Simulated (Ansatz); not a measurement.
## BiN: energy above given cell and pressure against volume ratio

Plane-wave density functional theory, PAW datasets, Gaussian smearing 0.05 eV: equation of state, the given cell scaled in volume with shape and atoms relaxed at each volume. The results are calculated, by Ansatz 0.2.0.

The cell before it is scaled or strained (space group F-43m, No. 216):
```
BiN
1.0
      0.0000     2.7761     2.7761
      2.7761     0.0000     2.7761
      2.7761     2.7761     0.0000
Bi N
1 1
Direct
  0.00000 0.00000 0.00000
  0.25000 0.25000 0.25000
```

Settings of every row: paw set soft_2; functional PBE; spin treatment none; moment partition spheres; spin axis none; wave cutoff 420 eV; k mesh 10x10x10; symmetry use detected.

Atom hubbard u: 0 on all atoms.

Limits: no spin-orbit coupling, which can matter with elements this heavy; the cell comes from a prototype or a list of computed structures and needn't be the stable phase.

| row | volume ratio | V (Å³/atom) | energy above given cell (meV per atom) | pressure (GPa) |
| --- | --- | --- | --- | --- |
| 1 | 0.945 | 20.218 | ? | ? |
| 2 | 0.96 | 20.539 | 9.62 | 3.722 |
| 3 | 0.98 | 20.967 | 2.31 | 1.765 |
| 4 | 1 | 21.395 | 0 | -0.005 |
| 5 | 1.02 | 21.823 | 2.22 | -1.6 |
| 6 | 1.04 | 22.251 | 8.46 | -3.037 |
| 7 | 1.07 | 22.892 | 24.51 | -4.918 |
| 8 | 1.1 | 23.534 | 47.5 | -6.522 |

Question: what energy above given cell and pressure should row 1 give?

Worked fit of energy above given cell. Take u = (V_r/V)^(2/3) − 1 with V_r = 21.823 Å³ an atom, which is twice the finite (Eulerian) strain; such expansions in the strain, on which the Birch-Murnaghan equation of state is built, carry the rest volume and the bulk modulus. The shown rows have u = 0.04125, 0.02704, 0.01329, 0, -0.01286, -0.03138, -0.04908. Least squares give energy above given cell = 2.217 − 329.33 × u + 12223.7 × u² + 2730 × u³ meV per atom; a parabola predicts inner rows, each left out in turn, worse (root mean square 0.07 against 0.011 meV per atom). The rows lie off it by 0.00, 0.01, -0.01, 0.00, -0.01, 0.01, 0.00. Its lowest point lies at u = 0.0134, or V = 21.39 Å³ an atom, and the curvature there gives the bulk modulus with shape and atoms relaxed, B = (4/9)(1 + u)² E″(u)/V = 84.3 GPa. The withheld row has u = 0.05225, so the fit gives 2.217 − 329.33 × (0.05225) + 12223.7 × (0.05225)² + 2730 × (0.05225)³ = 18.77 meV per atom.

The calculation gave 18.71 meV per atom. The fit lies 0.06 meV per atom (0.13 % of the column's range) above it; its largest miss of a shown row is 0.01 meV per atom. This row lies beyond the range of the fit.

Worked fit of pressure. Take u = (V_r/V)^(2/3) − 1 with V_r = 21.823 Å³ an atom, which is twice the finite (Eulerian) strain; such expansions in the strain, on which the Birch-Murnaghan equation of state is built, carry the rest volume and the bulk modulus. The shown rows have u = 0.04125, 0.02704, 0.01329, 0, -0.01286, -0.03138, -0.04908. Least squares give pressure = −1.5994 + 115.857 × u + 317.94 × u² GPa; a straight line predicts inner rows, each left out in turn, worse (root mean square 0.23 against 0.0027 GPa). The rows lie off it by 0.001, -0.001, -0.001, -0.001, 0.000, 0.004, -0.002. The pressure vanishes at u = 0.0133, or V = 21.39 Å³ an atom, and there the bulk modulus with shape and atoms relaxed is B = −V dP/dV = (2/3)(1 + u) dP/du = 84 GPa. The withheld row has u = 0.05225, so the fit gives −1.5994 + 115.857 × (0.05225) + 317.94 × (0.05225)² = 5.322 GPa.

The calculation gave 5.324 GPa. The fit lies 0.002 GPa (0.017 % of the column's range) below it; its largest miss of a shown row is 0.004 GPa. This row lies beyond the range of the fit.
